\section*{Premises}

One conduction electron (spin $\mathbf S$, $S=1/2$) occupies the orbital ground state of a quantum dot, with envelope $\psi(\mathbf r)$ normalised to $\int|\psi|^2d^3r=1$. Spin operators are dimensionless, couplings are energies in $\mu$eV, precession rates are angular frequencies in ns$^{-1}$, and $\hbar=0.658\ \mu$eV\,ns. The conduction-band Bloch function is mainly $s$-like, so the isotropic Fermi contact term dominates the hyperfine coupling:
\begin{equation}
H=g\mu_B\mathbf B\cdot\mathbf S+\sum_k A_k\,\mathbf I_k\cdot\mathbf S,\qquad A_k=\mathcal A_{j(k)}\,v_0|\psi(\mathbf r_k)|^2 .
\label{H}
\end{equation}
Here $v_0=a^3/4$ is the volume of the two-atom primitive cell of the zinc-blende lattice with cubic constant $a$, and $\mathcal A_j$ is the constant of species $j$ in this convention; referred to the volume per atom it would be twice as large. Three premises are added.
\begin{enumerate}
\item[P1] The nuclei are unpolarised and uncorrelated: their density matrix is proportional to the identity.
\item[P2] Many nuclei share the coupling and none dominates.
\item[P3] The nuclei are frozen while the electron spin is observed, and the signal is averaged over many runs that sample the state P1.
\end{enumerate}
The nuclear term in \eqref{H} is $\hbar\boldsymbol\omega\cdot\mathbf S$ with the Overhauser field, in frequency units,
\begin{equation}
\boldsymbol\omega=\frac1\hbar\sum_kA_k\mathbf I_k .
\label{w}
\end{equation}

\section*{Statistics of the Overhauser field}

\paragraph{Predict.} The mean of $\boldsymbol\omega$ vanishes under P1. If the same total coupling $\sum_kA_k$ is spread over four times as many nuclei, what happens to the rms field?

\medskip
Under P1 averages factorise, and $\langle I_{k\alpha}\rangle=0$ removes all terms with $k\ne k'$. For one nucleus $\mathrm{Tr}\,I_\alpha I_\beta$ is an isotropic tensor whose trace is fixed by $\mathbf I^2=I(I+1)$, so $\langle I_\alpha I_\beta\rangle=\delta_{\alpha\beta}I(I+1)/3$. Hence
\begin{equation}
\langle\omega_\alpha\omega_\beta\rangle=\sigma^2\delta_{\alpha\beta},\qquad
\sigma^2=\frac{1}{3\hbar^2}\sum_kI_k(I_k+1)A_k^2 .
\label{sig}
\end{equation}
The factor $I_k(I_k+1)$ stays inside the sum, because an alloy holds several spins. For $N$ equal couplings $A_k=A/N$ and one spin $I$ (the box model), $\sigma=(A/\hbar)\sqrt{I(I+1)/3N}$: four times the nuclei, half the field.

The full distribution follows from the characteristic function. For a vector $\boldsymbol\tau=\tau\mathbf e$, the operator $\mathbf e\cdot\mathbf I_k$ has the equally weighted eigenvalues $m=-I_k,\dots,I_k$ for every direction $\mathbf e$. Operators of different nuclei commute, and each factor is a geometric sum. With $n_k=2I_k+1$ and $\theta_k=A_k\tau/\hbar$,
\begin{equation}
\chi(\tau)=\langle e^{i\boldsymbol\tau\cdot\boldsymbol\omega}\rangle=\prod_k\frac1{n_k}\sum_me^{im\theta_k}=\prod_k\frac{\sin(n_k\theta_k/2)}{n_k\sin(\theta_k/2)} .
\label{chi}
\end{equation}
The logarithm of one factor is the cumulant series $-\kappa_2\theta^2/2+\kappa_4\theta^4/24-\dots$ of the uniform distribution of $m$, where the power sums give $\kappa_2=\langle m^2\rangle=(n^2-1)/12=I(I+1)/3$ and $\kappa_4=\langle m^4\rangle-3\langle m^2\rangle^2=-(n^4-1)/120$. The quadratic terms add up to $-\sigma^2\tau^2/2$ by \eqref{sig}. In the box model $\sigma^2\tau^2=N\kappa_2\theta^2$, so
\begin{equation}
\ln\chi=-\frac{\sigma^2\tau^2}{2}+\frac{\kappa_4}{\kappa_2^2}\frac{(\sigma\tau)^4}{24N}+\dots,\qquad \frac{\kappa_4}{\kappa_2^2}=-\frac65\,\frac{n^2+1}{n^2-1},
\label{cum}
\end{equation}
which equals $-1.22$ for $I=9/2$. For $\sigma\tau$ of order one the quartic term is of order $1/N$ and is dropped by P2. The Fourier inverse of $\chi=e^{-\sigma^2\tau^2/2}$ is an isotropic Gaussian,
\begin{equation}
P(\boldsymbol\omega)=(2\pi\sigma^2)^{-3/2}e^{-\omega^2/2\sigma^2}.
\label{P}
\end{equation}

\paragraph{Predict.} The three components of \eqref{w} are operators that do not commute. How small is the commutator compared with $\sigma^2$?

\medskip
From $[I_{kx},I_{k'y}]=i\delta_{kk'}I_{kz}$ one finds $[\omega_x,\omega_y]=i\sum_k(A_k/\hbar)^2I_{kz}$. Its rms value in the box model is $(A/N\hbar)^2\sqrt{N\kappa_2}$, while $\sigma^2=(A/N\hbar)^2N\kappa_2$. The ratio is
\begin{equation}
\epsilon=[NI(I+1)/3]^{-1/2}.
\label{eps}
\end{equation}
For $\epsilon\ll1$ the field may be treated as a classical vector drawn from \eqref{P}.

\section*{The variance in an alloy dot}

In In$_x$Ga$_{1-x}$As each cell holds one As atom and one cation, In with probability $x$. Let $x_j$ be the number of atoms of species $j$ per cell. The envelope is smooth on the scale of a cell, so $\sum_{\rm cells}\to\int d^3r/v_0$, and the random cation occupation averages out over many cells. Then $\sum_{\rm cells}v_0^2|\psi|^4=v_0/V$ with $V=1/\int|\psi|^4d^3r$. Define the effective number of nuclei $N=2V/v_0$, which is the true count when $|\psi|^2$ is constant over a volume $V$. Equation \eqref{sig} becomes
\begin{equation}
\sigma^2=\frac{2W}{3\hbar^2N},\qquad W=\sum_jx_jI_j(I_j+1)\mathcal A_j^2 .
\label{alloy}
\end{equation}

\section*{Precession in one frozen configuration}

For $H=\hbar\boldsymbol\Omega\cdot\mathbf S$ with a fixed vector $\boldsymbol\Omega$, the Heisenberg equation and $[S_x,S_y]=iS_z$ (cyclic) give $\dot S_x=i\Omega_y[S_y,S_x]+i\Omega_z[S_z,S_x]=\Omega_yS_z-\Omega_zS_y$, that is $\dot{\mathbf S}=\boldsymbol\Omega\times\mathbf S$. The equation is linear and holds for the expectation value too. Write $\boldsymbol\Omega=\Omega\mathbf n$. The component along $\mathbf n$ is constant since $\mathbf n\cdot(\mathbf n\times\mathbf S)=0$, and the rest rotates about $\mathbf n$:
\begin{equation}
\mathbf S(t)=\mathbf n(\mathbf n\cdot\mathbf S_0)+[\mathbf S_0-\mathbf n(\mathbf n\cdot\mathbf S_0)]\cos\Omega t+(\mathbf n\times\mathbf S_0)\sin\Omega t .
\label{rod}
\end{equation}
Differentiating and using $\mathbf n\times(\mathbf n\times\mathbf S_0)=-[\mathbf S_0-\mathbf n(\mathbf n\cdot\mathbf S_0)]$ confirms it.

\section*{Zero field: the one-third plateau}

\paragraph{Predict.} At $B=0$, $\boldsymbol\Omega=\boldsymbol\omega$ has random direction and size. Which terms of \eqref{rod} survive the average at long times, and with what weight?

\medskip
Since \eqref{P} depends on $|\boldsymbol\omega|$ alone, direction and magnitude are independent and $\mathbf n$ is uniform on the sphere. Then $\langle\mathbf n\rangle=0$ removes the sine term, and $\langle n_\alpha n_\beta\rangle=\delta_{\alpha\beta}/3$ because this isotropic tensor has trace $\mathbf n^2=1$. The mean spin stays parallel to $\mathbf S_0=S_0\hat{\mathbf z}$:
\begin{equation}
\langle S_z(t)\rangle/S_0=\tfrac13+\tfrac23\langle\cos\omega t\rangle .
\label{split}
\end{equation}
The magnitude is distributed as $4\pi\omega^2P=\sqrt{2/\pi}\,\omega^2\sigma^{-3}e^{-\omega^2/2\sigma^2}$. Start from the half-range integral of an even integrand,
\begin{equation}
G(t)=\int_0^\infty e^{-\omega^2/2\sigma^2}\cos\omega t\,d\omega=\sigma\sqrt{\pi/2}\;e^{-\sigma^2t^2/2},
\end{equation}
and generate the factor $\omega^2$ with $-d^2/dt^2$. Since $-\frac{d^2}{dt^2}e^{-\sigma^2t^2/2}=\sigma^2(1-\sigma^2t^2)e^{-\sigma^2t^2/2}$,
\begin{equation}
\langle\cos\omega t\rangle=-\sqrt{2/\pi}\,\sigma^{-3}G''(t)=(1-\sigma^2t^2)\,e^{-\sigma^2t^2/2}.
\end{equation}
Inserting this in \eqref{split} gives the zero-field result,
\begin{equation}
\frac{\langle S_z(t)\rangle}{S_0}=\frac13\Big[1+2(1-\sigma^2t^2)\,e^{-\sigma^2t^2/2}\Big].
\label{main}
\end{equation}
It was given for electrons in quantum dots by Merkulov, Efros and Rosen (2002), and it is the static Gaussian Kubo--Toyabe function of muon spin relaxation. The plateau is the conserved projection on the field, projected back on $z$. Its height $\langle n_z^2\rangle=1/3$ needs only isotropy; the Gaussian shape enters the transient alone.

\paragraph{Predict.} Does the curve approach $1/3$ from above, or does it undershoot?

\medskip
It undershoots. The density of $\omega$ vanishes at zero and peaks at $\sqrt2\,\sigma$, so most configurations complete their first half turn at similar times. With $u=\sigma t$, $\frac{d}{du}[(1-u^2)e^{-u^2/2}]=u(u^2-3)e^{-u^2/2}$. The curve crosses $1/3$ at $u=1$, has its single minimum at
\begin{equation}
t_{\min}=\sqrt3/\sigma,\qquad \langle S_z\rangle_{\min}/S_0=\tfrac13\big(1-4e^{-3/2}\big)=0.036,
\label{dip}
\end{equation}
and rises to $0.330$ at $u=4$. At short times \eqref{main} starts as $1-\sigma^2t^2$.

\section*{Strong field: Gaussian decay and $T_2^*$}

Now $\boldsymbol\Omega=\omega_B\hat{\mathbf z}+\boldsymbol\omega$ with $\omega_B=|g|\mu_BB/\hbar\gg\sigma$. The axis $z$ is taken along $g\mathbf B$, so that $\omega_B>0$ for either sign of $g$; \eqref{P} does not depend on this choice.

\paragraph{Predict.} At $B=0$ the initial loss was $\sigma^2t^2$. What is it for the envelope of a spin precessing transverse to a strong field?

\medskip
With $\omega_\perp^2=\omega_x^2+\omega_y^2$, expand the precession rate:
\begin{equation}
\Omega=\sqrt{(\omega_B+\omega_z)^2+\omega_\perp^2}=\omega_B+\omega_z+\frac{\omega_\perp^2}{2\omega_B}+O(\sigma^3/\omega_B^2).
\label{exp}
\end{equation}
At leading order $\mathbf n=\hat{\mathbf z}$ and only $\omega_z$ counts. For $S_+=S_x+iS_y$ the precession equation reads $\dot S_+=i\Omega S_+$, so $\langle S_+(t)\rangle=S_+(0)e^{i\omega_Bt}\langle e^{i\omega_zt}\rangle$. The average is $\chi(t)$ of \eqref{chi}. No classical assumption is needed here, since $\omega_z$ commutes with the secular Hamiltonian $\hbar(\omega_B+\omega_z)S_z$. In the Gaussian limit, and with \eqref{alloy},
\begin{equation}
\langle S_+(t)\rangle=S_+(0)\,e^{i\omega_Bt}e^{-(t/T_2^*)^2},\qquad T_2^*=\frac{\sqrt2}{\sigma}=\hbar\sqrt{\frac{3N}{W}} .
\label{T2}
\end{equation}
The envelope starts as $1-\sigma^2t^2/2$, half the zero-field loss. At $B=0$ both components of $\boldsymbol\omega$ normal to $\mathbf S_0$ turn the spin away; in strong field only $\omega_z$ does, because $\boldsymbol\omega_\perp$ rotates rapidly in the frame that follows the spin and averages out. No plateau remains, since the projection of $\mathbf S_0$ on $\mathbf n$ is nearly zero. The resonance line is the distribution of $\omega_z$, a Gaussian of full width at half maximum $\Delta\nu=2\sqrt{2\ln2}\,\sigma/2\pi$. In terms of $T_2^*$, \eqref{main} reads $\frac13\{1+2[1-2(t/T_2^*)^2]e^{-(t/T_2^*)^2}\}$, and $t_{\min}=1.22\,T_2^*$.

In the box model $T_2^*=\sqrt{6/[I(I+1)]}\;\hbar\sqrt N/A$. The estimate $T_2^*\sim\hbar\sqrt N/A$ thus hides a prefactor of $1.26$ for $I=3/2$ and $0.49$ for $I=9/2$.

The next term of \eqref{exp} can be averaged too. The variable $q=\omega_\perp^2/2\sigma^2$ has density $e^{-q}$ and is independent of $\omega_z$, so \eqref{T2} gains the factor
\begin{equation}
\int_0^\infty e^{-q}e^{iq\sigma^2t/\omega_B}dq=\frac1{1-i\sigma^2t/\omega_B}.
\label{corr}
\end{equation}
At $t=T_2^*$ this is a phase advance of about $\sqrt2\,\sigma/\omega_B$; its effect on the modulus is of order $(\sigma/\omega_B)^2$, as is that of the tilt of $\mathbf n$. For a spin prepared along the field, \eqref{rod} gives the long-time value $\langle n_z^2\rangle=1-\langle\omega_\perp^2/\Omega^2\rangle\approx1-2\sigma^2/\omega_B^2$. The plateau climbs from $1/3$ towards $1$ as $B$ passes $B_\sigma=\hbar\sigma/|g|\mu_B$.

\section*{Range of validity}

\paragraph{Predict.} List what can move the nuclear spins, and decide which of \eqref{main} and \eqref{T2} is more exposed.

\medskip
\emph{Knight field.} Equation \eqref{H} also gives $\dot{\mathbf I}_k=(A_k/\hbar)\,\mathbf S\times\mathbf I_k$. The mean electron spin is at most $1/2$, so the most strongly coupled nucleus turns by one radian in no less than $\tau_K=2\hbar/A_{\max}$. In the box model $\sigma\tau_K=2/\epsilon$: the parameter \eqref{eps} that makes the field classical also makes it slow. With equal couplings the time-averaged torque $\bar{\mathbf S}\times\boldsymbol\omega$ vanishes, since $\bar{\mathbf S}\parallel\boldsymbol\omega$; it is the spread of the $A_k$ that turns $\boldsymbol\omega$.

\emph{Quadrupole coupling.} A self-assembled dot is strained, and every nucleus in it has $I>1/2$. Take $H_Q=\frac12h\nu_Q[I_{z'}^2-I(I+1)/3]$ with a local axis $z'$. It conserves $I_{z'}$, while the transition $m\to m-1$ has frequency $\nu_Q\mu$ with $\mu=m-\frac12$ and weight $I(I+1)-m(m-1)=n^2/4-\mu^2$. Thus
\begin{equation}
\frac{\langle I_{x'}(t)I_{x'}\rangle}{\langle I_{x'}^2\rangle}=\frac{\sum_\mu(n^2/4-\mu^2)\cos2\pi\nu_Q\mu t}{\sum_\mu(n^2/4-\mu^2)}\approx1-\frac{t^2}{2\tau_Q^2},\qquad
\frac{1}{\tau_Q^{2}}=(2\pi\nu_Q)^2\,\frac{4I(I+1)-3}{20},
\label{Q}
\end{equation}
where the last factor is the weighted mean of $\mu^2$. For $I=9/2$, $\mu=-4,\dots,4$ and this mean is $792/165=4.8$.

\emph{Nuclear Zeeman and dipolar terms.} Nuclear Larmor precession, typically near 10 MHz/T, conserves $\omega_z$ and leaves \eqref{T2} intact at leading order. Dipolar coupling among nuclei acts on a typical scale of $100\ \mu$s.

The plateau is the exposed quantity, as it rests on the direction of $\boldsymbol\omega$ staying fixed. If the direction drifts slowly compared with $1/\sigma$, the conserved projection follows it adiabatically and $1/3$ is replaced by $\langle n_z(t)n_z(0)\rangle$. The decay \eqref{T2} is over within a few $1/\sigma$. Hence \eqref{main} holds for $B\ll B_\sigma$, $\epsilon\ll1$ and $t\ll\min(\tau_K,\tau_Q)$, and \eqref{T2} for $B\gg B_\sigma$, provided $T_2^*$ is short compared with the same times and with the electron's spin-lattice and dwell times. P1 fails when optical pumping polarises the nuclei or narrows their distribution. P3 requires that the runs span many nuclear correlation times: in a single frozen configuration the spin precesses without decay, and a spin echo refocuses the phase $\omega_zt$. Valence holes, whose coupling is anisotropic, lie outside \eqref{H}.

\section*{Illustration: a self-assembled InGaAs dot}

The inputs are approximate typical values: $\mathcal A_{\rm In}=56$, $\mathcal A_{\rm Ga}=42$ (isotope average) and $\mathcal A_{\rm As}=46\ \mu$eV; $I=9/2$ for both In isotopes and $3/2$ for Ga and As; $a=0.57$ nm; $|g|=0.5$; $\nu_Q=3$ MHz for In. Assume uniform $x=0.4$ and
\begin{equation}
|\psi|^2=\frac{1}{\pi^{3/2}l^2l_z}\exp\Big(-\frac{\rho^2}{l^2}-\frac{z^2}{l_z^2}\Big),\qquad l=7\ \text{nm},\quad l_z=2\ \text{nm},
\end{equation}
with $\rho$ the in-plane radius. Results are computed from unrounded intermediates and printed to two figures.

P1 first: at 4 K, $k_BT=0.34$ meV, while a nuclear Zeeman quantum of 10 MHz is 41 neV, a ratio of $1.2\times10^{-4}$.

Each Cartesian factor of $\int|\psi|^4d^3r$ is $(\pi l^2)^{-1}\int e^{-2s^2/l^2}ds=1/(\sqrt{2\pi}\,l)$, so $V=(2\pi)^{3/2}l^2l_z=1.5\times10^3$ nm$^3$. With $v_0=0.046$ nm$^3$, $N=6.7\times10^4$.

\paragraph{Predict.} Indium fills one site in five. What share of the variance does it supply?

\medskip
With $I(I+1)=24.75$ and $3.75$, the terms of $W$ are $3.1$ (In), $0.40$ (Ga) and $0.79$ (As), summing to $4.3$, in units of $10^4\ \mu$eV$^2$. Indium supplies 72 per cent and gallium 9 per cent, which justifies averaging over the Ga isotopes. Equations \eqref{alloy}, \eqref{dip} and \eqref{T2} give
\begin{equation}
\hbar\sigma=0.66\ \mu\text{eV},\quad\sigma=1.0\ \text{ns}^{-1},\quad T_2^*=1.4\ \text{ns},\quad t_{\min}=1.7\ \text{ns},\quad\Delta\nu=0.37\ \text{GHz}.
\end{equation}
With $\mu_B=57.9\ \mu$eV/T, $B_\sigma=23$ mT per component, and the rms magnitude $\sqrt3B_\sigma$ is 39 mT. The total coupling is $A=\sum_jx_j\mathcal A_j=93.6\ \mu$eV, so the bare estimate $\hbar\sqrt N/A$ is 1.8 ns, while the box formula with $I=9/2$ on every site would give 0.89 ns. The alloy result lies between them.

Now the neglected terms. The parameter \eqref{eps}, taken with $I=9/2$, is $1.3\times10^{-3}$. An In nucleus at the centre has $A_{\max}=\mathcal A_{\rm In}v_0/(\pi^{3/2}l^2l_z)=4.8$ neV, so $\tau_K\approx0.3\ \mu$s. Equation \eqref{Q} gives $\tau_Q=24$ ns, shorter by an order of magnitude: strain, not the Knight field, first unfreezes the bath. At $t_{\min}$ the transverse In autocorrelation has dropped by only 0.003, so the dip is safe. The plateau, reached at $4/\sigma=4.0$ ns, is assured only until $t$ nears $\tau_Q$, a window that scales as $1/\nu_Q$ and is as uncertain as that input. At 1 T, $\omega_B=44$ ns$^{-1}$ and $\sigma/\omega_B=0.023$; the phase from \eqref{corr} at $T_2^*$ is 0.032 rad and a longitudinal spin loses a fraction $1.0\times10^{-3}$.

The value $T_2^*=1.4$ ns is the model's. The size and composition were chosen, within plausible ranges, so that it falls in the band of roughly 1 to 2 ns typical of electrons in such dots, which makes it no test of the theory; since $T_2^*\propto l\,l_z^{1/2}W^{-1/2}$, other dots follow by rescaling.